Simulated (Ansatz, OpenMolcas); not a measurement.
# C2H6Te (dimethyl telluride): the vertical ionisation energy, rung by rung

C2H6Te has 9 atoms, charge 0, and is taken as a singlet. As SMILES, `C[Te]C`. The coordinates come from a PBE0-D4/def2-TZVP relaxation.

Each level gives the vertical ionisation energy (to the doublet cation) (eV). The values are calculated.

```tsv
level	kind	program	value (eV)	CPU time (all runs)
BLYP/def2-SVP (core potential)	GGA	Ansatz	7.56	15 s
M06-L/def2-SVP (core potential)	meta-GGA	OpenMolcas	7.66	1.7 min
TPSS/def2-SVP (core potential)	meta-GGA	OpenMolcas	7.73	1.9 min
B3LYP/def2-SVP (core potential)	global hybrid	Ansatz	7.80	20 s
r2SCAN0/def2-SVP (core potential)	hybrid meta-GGA	Ansatz	7.78	39 s
HSE06/def2-SVP (core potential)	range-separated hybrid	Ansatz	7.76	21 s
PBE-QIDH/def2-SVP (core potential)	double hybrid	Ansatz	7.80	22 s
MP2/def2-SVP (core potential)	perturbation theory	Ansatz	7.61	7.4 s
```

Spin-orbit coupling is left out. The values span 7.56 to 7.80 eV. In the correlated wave-function rows the outer d shell of Te is correlated, in sets not made for it. Times are those of the runs behind each value, whatever else they computed, on shared processors of several kinds: orders of magnitude only.

Removing an electron from dimethyl telluride costs between 7.56 and 7.80 eV at every level, a narrow range for such different treatments of exchange and correlation. The electron comes mainly from the tellurium 5p lone pair perpendicular to the C–Te–C plane. This orbital is essentially non-bonding and lies high because the valence p shell is diffuse and weakly held, which is why ionisation energies fall from dimethyl ether down the group to the telluride.

The hybrids and the double hybrid cluster at 7.76 to 7.80 eV, above all three semilocal functionals. MP2, at 7.61 eV, breaks any simple rise with the level of theory, probably because the small basis recovers too little of the pair correlation that is lost on ionisation.

The results support a tellurium-centred first ionisation in the upper sevens of eV, but not a ranking of the methods by accuracy. Since all rows share one compact basis, their agreement says nothing about the basis-set limit.
